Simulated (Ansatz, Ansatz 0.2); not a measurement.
# Debye temperature of cubic boron arsenide from elastic constants: PBE and r2SCAN beside low-temperature calorimetry

## Reference data

The reference is a Debye temperature of about 668 K for cubic BAs, from "Thermal expansion coefficient and lattice anharmonicity of cubic boron arsenide" (2019, arXiv:1903.01668). The heat capacity of crystals grown by chemical vapour transport was measured in a PPMS calorimeter, and the Debye temperature follows from the cubic term of a low-temperature fit. In that limit only long acoustic waves are excited, so the quantity is the same in principle as one computed from sound speeds. The fit also contains a term linear in temperature. A perfect semiconductor should have none, so I read it as a possible sign of defects or impurity carriers. How the fit divides the heat capacity between the two terms depends on the temperature range chosen, and the Debye temperature moves with it.

| compared with | measured | source's wording or label | method |
| --- | --- | --- | --- |
| Debye T, elastic (K) | ≈ 668 | from low-temperature specific heat (T^3 term) | calorimetry (PPMS), low-temperature Cp fit |

Conditions are those given with the value in the passage it was taken from; "not stated" means there, and the paper may say more elsewhere. The values are a selection: others may have been left out beforehand as unlike or outlying.

## Method

I want the low-temperature Debye temperature of BAs from first principles, with all atoms counted. The model is the perfect two-atom zinc-blende cell, static and non-magnetic. Elastic constants come from strained cells with the atoms relaxed, and the sound speeds are averaged over all directions. The internal relaxation matters here, because shear along the bonds displaces the two sublattices against each other.

Success is agreement within 10 %, about 67 K either way. The Debye temperature goes roughly as the square root of the stiffness, so this still tests the elastic constants to about 20 %. A narrower target would ask too much of the comparison, since calorimetric values can lie 5 to 10 % or more under those from measured elastic constants. Zero-point motion, absent from the calculation, should soften the real crystal by a further per cent or so in Debye temperature.

I start with PBE at its own relaxed cell, then tighten the settings, and finally put another functional beside it for scale.

System: BAs (zinc blende); F-43m (No. 216), 2 atoms in the cell, cell vectors 3.378, 3.378, 3.378 Å and 13.63 Å^3 per atom at the start, from a measured structure (Crystallography Open Database).

On the selection of runs and values: The measured rows are a selection: values that the sources give but that could not be checked or linked are left out, so a count of matches says nothing of those. Some runs of other programs are left out: those with known faults of files, cutoffs or set-up, Quantum ESPRESSO responses under gradient functionals that neither frozen phonons nor a second program bore out, and runs near the switch of a dispersion correction.

## 1. PBE at its own equilibrium cell

For a covalent semiconductor without magnetism or d-electron trouble, a gradient functional at its own equilibrium should give sound elastic constants, and the PAW files were made for PBE. I want a cell that has come to rest at this level: residual stress enters the elastic constants and blurs what the functional itself gives. PBE usually makes such crystals slightly too large and too soft, while the calorimetric value may lie low, so I expect a result within a few per cent of the measurement.

**Run 1.** Ansatz 0.2: PBE, PAW set soft_1; cell and atoms relaxed at this level; cutoff 420 eV; k 10×10×10; fixed occupations; elastic constants from strained cells, atoms relaxed.

Key lines of the input:
```
crystal:
  lattice:
    - [0.0, 2.4046570196, 2.4046570196]
    - [2.4046570196, 0.0, 2.4046570196]
    - [2.4046570196, 2.4046570196, 0.0]
  atoms:
    - { symbol: B, position: [0.0, 0.0, 0.0] }
    - { symbol: As, position: [0.25, 0.25, 0.25] }
kpoints:
  mp_grid: { grid: [10, 10, 10] }
hamiltonian:
  xc: pbe
  pseudopotentials: { kind: paw, azcp: { folder: soft_1 } }
scf:
  occupations: { method: fixed }
elastic:
  mode: relaxed_ion
  stencil: two_point
```

Command:
```
ansatz run input.yaml --threads 8 --pin off --max-ram 15360MiB --backend cpu --events-out ev --progress --plain --runs-dir out
```

Selected lines of the output:
```
preconditioner: auto → none  [insulator: Δε(μ)=1.197 eV  Ē_g=12.251 eV  n_scr=8 (ndim 8)  ℏωp=19.9 eV  f_vac=0.001  ε∞_Penn≈3.6]
--- Elastic constants: 2 strain directions × 2 members + reference (group order 24) ---
  C = ∂σ_k/∂η_j (tension-positive GPa; Voigt order 11 22 33 23 13 12):
       266.877     63.602     63.602      0.000     -0.000     -0.000
        -0.000      0.000     -0.000    144.970     -0.000      0.000
```

Converged; 7.6 s on 8 cores of Arm Neoverse V2, shared host.

| quantity | run 1 | measured | deviation |
| --- | --- | --- | --- |
| Debye T, elastic (K) | 671 | ≈ 668 | +3 (+0.4 %) |
| volume per atom (Å³) | 13.90 |  |  |

PBE gives 671 K, 3 K above the calorimetric value and far inside the 10 % target. I don't take the closeness as a measure of the functional's accuracy, because the fitted value could itself shift by more than this.

The cubic form of the tensor is no test, since it is built from two strain directions and the crystal's symmetry. The crystal is mechanically stable: C₁₁ exceeds C₁₂ by a wide margin, and C₄₄ is positive. The relaxed volume is 13.90 Å³ per atom against 13.63 Å³ in the diffraction cell, about 2 % too large, which is the usual PBE error and should make the crystal somewhat too soft.

## 2. Higher cutoff and denser mesh

The verdict will rest on this level, so I test its two numerical settings separately, at the same relaxed cell: first a cutoff of 550 eV, then a 14×14×14 mesh. Elastic constants come from small stress differences, and stress is more sensitive to the basis than the energy is. With a gap and fixed occupations I expect the mesh to matter little; the cutoff is the more likely of the two to move the result, by a few kelvin.

**Run 2.** Ansatz 0.2: PBE, PAW set soft_1; the cell of the base run at this functional, not relaxed again; cutoff 550 eV; k 10×10×10; fixed occupations; elastic constants from strained cells, atoms relaxed.

Key lines of the input, as changed from run 1:
```diff
+ basis:
+   ecutwfc: 550
```

Selected lines of the output:
```
  C = ∂σ_k/∂η_j (tension-positive GPa; Voigt order 11 22 33 23 13 12):
       266.884     63.556     63.556     -0.000     -0.000     -0.000
        -0.000     -0.000     -0.000    144.939     -0.000      0.000
```

Converged; 6.8 s, same machine.

**Run 3.** Ansatz 0.2: PBE, PAW set soft_1; the cell of the base run at this functional, not relaxed again; cutoff 420 eV; k 14×14×14; fixed occupations; elastic constants from strained cells, atoms relaxed.

Key lines of the input, as changed from run 1:
```diff
  kpoints:
-   mp_grid: { grid: [10, 10, 10] }
+   mp_grid: { grid: [14, 14, 14] }
```

Selected lines of the output:
```
  C = ∂σ_k/∂η_j (tension-positive GPa; Voigt order 11 22 33 23 13 12):
       266.928     63.524     63.524      0.000     -0.000     -0.000
         0.000      0.000      0.000    144.970     -0.000     -0.000
```

Converged; 10 s, same machine.

| quantity | run 2 | run 3 | measured |
| --- | --- | --- | --- |
| Debye T, elastic (K) | 671 | 671.1 | ≈ 668 |
| volume per atom (Å³) | 13.90 | 13.90 |  |

Neither setting matters at this level. No elastic constant moves by as much as 0.1 GPa, and the Debye temperature stays at 671 K. I had expected a few kelvin from the cutoff, and they did not appear. Both checks keep the cell relaxed at the original settings, so they test the elastic response at a given volume; the convergence of the equilibrium volume itself is not shown in this report.

## 3. The cell and the functional

What remains is the physics of the level. PBE at the measured cell will show how much of the 671 K hangs on the overlarge volume. r2SCAN, relaxed at its own level, gives the neighbouring functional for scale; it usually brings covalent crystals closer to their measured size, though here it has to use PAW files made for PBE. I expect both to come out stiffer, by a few per cent in Debye temperature, which would move them away from the calorimetric value and still leave them within the target.

**Run 4.** Ansatz 0.2: PBE, PAW set soft_1; measured cell, atoms relaxed; cutoff 420 eV; k 10×10×10; fixed occupations; elastic constants from strained cells, atoms relaxed.

Key lines of the input, as changed from run 1:
```diff
  crystal:
    lattice:
-     - [0.0, 2.4046570196, 2.4046570196]
-     - [2.4046570196, 0.0, 2.4046570196]
-     - [2.4046570196, 2.4046570196, 0.0]
+     - [0.0, 2.3885, 2.3885]
+     - [2.3885, 0.0, 2.3885]
+     - [2.3885, 2.3885, 0.0]
```

Selected lines of the output:
```
  C = ∂σ_k/∂η_j (tension-positive GPa; Voigt order 11 22 33 23 13 12):
       280.823     73.672     73.672      0.000      0.000     -0.000
         0.000     -0.000     -0.000    150.844     -0.000     -0.000
```

Converged; 3 s on 8 cores of AMD EPYC 9B45 (Zen 5), shared host.

**Run 5.** Ansatz 0.2: r2SCAN, PAW set soft_1 (files made for PBE); cell and atoms relaxed at this level; cutoff 500 eV; k 10×10×10; fixed occupations; elastic constants from strained cells, atoms relaxed.

Key lines of the input, as changed from run 1:
```diff
  crystal:
    lattice:
-     - [0.0, 2.4046570196, 2.4046570196]
-     - [2.4046570196, 0.0, 2.4046570196]
-     - [2.4046570196, 2.4046570196, 0.0]
+     - [0.0, 2.391277009, 2.391277009]
+     - [2.391277009, 0.0, 2.391277009]
+     - [2.391277009, 2.391277009, 0.0]
  hamiltonian:
-   xc: pbe
+   xc: r2scan
```

Command:
```
ansatz run input.yaml --threads 4 --pin off --max-ram 15360MiB --backend cpu --events-out ev --progress --plain --runs-dir out
```

Selected lines of the output:
```
  C = ∂σ_k/∂η_j (tension-positive GPa; Voigt order 11 22 33 23 13 12):
       289.987     66.767     66.767      0.000      0.000      0.000
        -0.000      0.000      0.000    157.801      0.000     -0.000
```

Converged; 36 s on 4 cores of Arm Neoverse V1, shared host.

| quantity | run 4 | run 5 | measured |
| --- | --- | --- | --- |
| Debye T, elastic (K) | 680.1 | 699.2 | ≈ 668 |
| volume per atom (Å³) | 13.63 | 13.67 |  |

Both results come out stiffer, and both stay within the target. Compressing PBE to the measured cell raises the Debye temperature by 9 K to 680.1 K, so the overlarge PBE volume has only a small effect on the result. That cell is smaller than PBE's equilibrium and so is under pressure; the size of the residual stress is not shown in this report. r2SCAN gives 699.2 K, 4.7 % above the calorimetric value.

Volume explains only the smaller part of the gap between the functionals. r2SCAN relaxes to 13.67 Å³ per atom, slightly larger than the measured cell, yet lies 19 K above PBE at that cell. Its C₁₁ and C₄₄ are higher and its C₁₂ is lower, so it resists shear more strongly, and the transverse sound speeds dominate the Debye average.

I don't rank the two functionals on this. A calorimetric value that lies a few per cent low would favour r2SCAN; taken at face value it favours PBE. The answer at the accuracy I set is secured, and I stop here.

## Comparison with experiment

| run | settings | Debye T, elastic (K) | deviation | cost |
| --- | --- | --- | --- | --- |
| 1 | PBE, PAW set soft_1, cell and atoms relaxed at this level, cutoff 420 eV, k 10×10×10 | 671 | +3 (+0.4 %) | 61 core-s |
| 2 | PBE, PAW set soft_1, the cell of the base run at this functional, not relaxed again, cutoff 550 eV, k 10×10×10 | 671 | +3 (+0.4 %) | under 1 core-min |
| 3 | PBE, PAW set soft_1, the cell of the base run at this functional, not relaxed again, cutoff 420 eV, k 14×14×14 | 671.1 | +3.1 (+0.5 %) | 84 core-s |
| 4 | PBE, PAW set soft_1, measured cell, cutoff 420 eV, k 10×10×10 | 680.1 | +12.1 (+1.8 %) | under 1 core-min |
| 5 | r2SCAN, PAW set soft_1 (files made for PBE), cell and atoms relaxed at this level, cutoff 500 eV, k 10×10×10 | 699.2 | +31.2 (+4.7 %) | 2.4 core-min |
|  | measured | ≈ 668 |  |  |

Further runs on the same system, made beside this series (convergence steps with loose settings among them):

| further | settings | Debye T, elastic (K) | deviation | cost | status |
| --- | --- | --- | --- | --- | --- |
| F1 | LDA, PAW set soft_1 (files made for PBE), cell and atoms relaxed at this level, cutoff 420 eV, k 10×10×10 | 688.4 | +20.4 (+3.1 %) | under 1 core-min |  |
| F2 | LDA, PAW set soft_1 (files made for PBE), starting cell, after a cell relaxation that did not come to rest, cutoff 260 eV, k 6×6×6 | 730.5 | +62.5 (+9.4 %) | 65 core-s | warnings: cutoff_below_recommended |
| F3 | PBE, PAW set soft_1, the cell of the base run at this functional, not relaxed again, cutoff 320 eV, k 10×10×10 | 668.6 | +0.6 (+0.1 %) | under 1 core-min | warnings: cutoff_below_recommended |
| F4 | PBE, PAW set soft_1, the cell of the base run at this functional, not relaxed again, cutoff 420 eV, k 6×6×6 | 669.1 | +1.1 (+0.2 %) | under 1 core-min |  |
|  | measured | ≈ 668 |  |  |  |

## Discussion

PBE at its own relaxed cell meets the 10 % target: 671 K against about 668 K from calorimetry, for 61 core-seconds. The 3 K difference is too small to serve as a measure of PBE's accuracy, because the fitted value depends on its temperature range and on the added linear term.

The higher cutoff and the denser mesh left the result in place. Even the looser PBE settings (F3, F4) shift it by only about 2 K. The more informative steps were the change of cell and the change of functional. PBE's overlarge volume lowers the Debye temperature by 9 K, so part of the close agreement comes from that error. r2SCAN gives 699.2 K and relaxed LDA 688.4 K (F1), both also within the target. The rough LDA run (F2) stays inside it too, at 730.5 K, but it carries no weight: it used the starting cell after a relaxation that did not come to rest, and its cutoff was below the recommended one.

Zero-point motion should lower the computed values, by roughly a per cent on my estimate; its size is not shown in this report. A shift of that kind would bring r2SCAN and LDA nearer to the measurement and could put PBE slightly below it. Calorimetric Debye temperatures can also lie 5 to 10 % or more under elastic ones, which is more than the whole spread of the three relaxed functionals. The comparison therefore supports the computed stiffness as a whole but can't say which functional is best. Measured elastic constants at low temperature would be the sharper test. All the runs share one PAW set, made for PBE, and its influence is not shown in this report; nor is the convergence of r2SCAN and LDA in cutoff and mesh.

[Logs are printed without paths, hosts, clocks, repeated set-up lines and the standing remarks that a program may print on its own settings, such as how far it seeks lower states.]

[The runs shown are a pick from a larger set of finished runs; failed, doubtful and other runs were left out of it ahead of writing. So were measured values far from every level or from commonly accepted values, and agreement can look better than it is. Lines of input and output are excerpts and may be shortened.]

[Runs of ph.x under gradient-corrected functionals stand here only where frozen phonons or a second program bore them out within 2 % or 4 cm⁻¹; runs with faulty potential files or cells spoilt by a short basis are left out.]
